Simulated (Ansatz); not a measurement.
## Ligand exchange: MgH(CH3) + GaH2(SH) → MgH(SH) + GaH2(CH3)

Species: MgH(CH3), singlet; GaH2(SH), singlet; MgH(SH), singlet; GaH2(CH3), singlet. The partners trade CH3 for SH: Mg–CH3 and Ga–SH bonds give way to Mg–SH and Ga–CH3.

Shapes, held fixed at every level: PBE0-D4/def2-TZVP. Programs: Ansatz 0.2.0. Electronic energies: no zero-point or thermal term.

```
              level                    kind  ΔE (kJ/mol)  less CCSD(T)/def2-TZVPP  CPU time (sum over the molecules)
        HF/def2-SVP            Hartree–Fock        -47.2                    -13.6                                  –
   SPW92/def2-TZVPP                     LDA        -26.2                     +7.4                              4.8 s
BHLYP-D4/def2-TZVPP           global hybrid        -35.4                     -1.8                               10 s
 wB97M-V/def2-TZVPP  range-separated hybrid        -33.9                     -0.3                               40 s
  B2PLYP/def2-TZVPP           double hybrid        -33.1                     +0.5                               16 s
   CCSD(T)/def2-SVP   coupled cluster or CI        -36.1                     -2.5                              6.4 s
    CCSD/def2-TZVPP   coupled cluster or CI        -35.9                     -2.3                                  –
 CCSD(T)/def2-TZVPP   coupled cluster or CI        -33.6                      0.0                               70 s
```

The highest level, CCSD(T)/def2-TZVPP, gives ΔE = -33.6 kJ/mol; the levels span -47.2 to -26.2. The column of differences is taken from that level and isn't an error. No measured value is set beside it here. Relativity is left out for Ga unless named. Correlated rows may include outer-core shells of Ga, Mg, which these sets cover unevenly. Times are processor times on shared x86 and Arm servers, and rough.

Every level puts thiolate on magnesium and methyl on gallium, so the direction of exchange is secure for these isolated molecules, even though its size varies. Sulfur and carbon have nearly equal electronegativities, so the preference is better traced to the stability of the anions: SH carries negative charge far more readily than CH3. The more electropositive magnesium, with its more ionic bonds, gains most from that, while methyl loses less in the more covalent bond to gallium.

Hartree–Fock exaggerates the driving force. Since CCSD(T) in the same small basis gives -36.1 kJ/mol, most of the excess comes from missing correlation rather than from the basis, probably because the mean-field description favours the more ionic pairing. Triple excitations and the step from def2-SVP to def2-TZVPP each shift the coupled-cluster result only modestly. The still smaller offsets of wB97M-V and B2PLYP therefore don't establish which is more accurate. In condensed phases, thiolate or methyl bridging and solvent coordination at magnesium could alter the balance considerably.
